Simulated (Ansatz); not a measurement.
## A series in volume scale on HfRh3

Free energy against uniform scaling of the volume at fixed shape and fractions; periodic cell, basis, potentials, k mesh and filling as listed. The results are calculated, by Ansatz 0.2.0.

The cell before it is scaled or strained (space group Pm-3m, No. 221):
```
HfRh3
1.0
      3.9110     0.0000     0.0000
      0.0000     3.9110     0.0000
      0.0000     0.0000     3.9110
Hf Rh
1 3
Direct
  0.00000 0.00000 0.00000
  0.00000 0.50000 0.50000
  0.50000 0.00000 0.50000
  0.50000 0.50000 0.00000
```

Settings of every row: functional r2SCAN; dispersion none; potentials PAW; wave cutoff 503.41 eV; density cutoff 2013.6 eV; k mesh 6x6x6; k shift 0x0x0; occupations cold; smearing width 0.15 eV; spin none; SCF threshold exponent -7.

Limits: coarse k mesh, up to 40 meV an atom off; stress loosely converged; no spin-orbit coupling, which can matter with elements this heavy.

| row | volume scale | V (Å³/atom) | energy above lowest point (meV/atom) | pressure (GPa) |
| --- | --- | --- | --- | --- |
| 1 | 0.88 | 13.161 | 216.5 | 42.5 |
| 2 | 0.92 | 13.759 | ? | ? |
| 3 | 0.96 | 14.357 | 22.7 | 11.73 |
| 4 | 1 | 14.956 | 0 | 0.86 |
| 5 | 1.04 | 15.554 | 13.5 | -7.79 |
| 6 | 1.08 | 16.152 | 56 | -14.68 |
| 7 | 1.12 | 16.75 | 121.4 | -20.14 |

Question: what energy above lowest point and pressure should row 2 give?

Worked fit of energy above lowest point. Take u = (V_r/V)^(2/3) − 1 with V_r = 15.255 Å³ an atom, which is twice the finite (Eulerian) strain; such expansions in the strain, on which the Birch-Murnaghan equation of state is built, carry the rest volume and the bulk modulus. The shown rows have u = 0.10344, 0.04128, 0.01328, -0.01286, -0.03737, -0.06042. Least squares give energy above lowest point = 2.73 − 530.86 × u + 24235.5 × u² + 8464 × u³ meV/atom; a parabola predicts inner rows, each left out in turn, worse (root mean square 1.4 against 0.059 meV/atom). All shown rows lie on it to the printed digit. Its lowest point lies at u = 0.0109, or V = 15.01 Å³ an atom, and the curvature there gives the bulk modulus at fixed shape and fractions, B = (4/9)(1 + u)² E″(u)/V = 238 GPa. The withheld row has u = 0.07123, so the fit gives 2.73 − 530.86 × (0.07123) + 24235.5 × (0.07123)² + 8464 × (0.07123)³ = 90.9 meV/atom.

The calculation gave 91 meV/atom. The fit lies 0.1 meV/atom (0.046 % of the column's range) below it, one unit of the last digit.

Worked fit of pressure. Take u = (V_r/V)^(2/3) − 1 with V_r = 15.255 Å³ an atom, which is twice the finite (Eulerian) strain; such expansions in the strain, on which the Birch-Murnaghan equation of state is built, carry the rest volume and the bulk modulus. The shown rows have u = 0.10344, 0.04128, 0.01328, -0.01286, -0.03737, -0.06042. Least squares give pressure = −3.713 + 330.219 × u + 1024.51 × u² + 987.1 × u³ GPa; a parabola predicts inner rows, each left out in turn, worse (root mean square 0.16 against 0.011 GPa). The rows lie off it by 0.00, 0.00, 0.00, 0.00, -0.01, 0.00. The pressure vanishes at u = 0.0109, or V = 15.01 Å³ an atom, and there the bulk modulus at fixed shape and fractions is B = −V dP/dV = (2/3)(1 + u) dP/du = 238 GPa. The withheld row has u = 0.07123, so the fit gives −3.713 + 330.219 × (0.07123) + 1024.51 × (0.07123)² + 987.1 × (0.07123)³ = 25.36 GPa.

The calculation gave 25.37 GPa. The fit lies 0.01 GPa (0.016 % of the column's range) below it, one unit of the last digit.
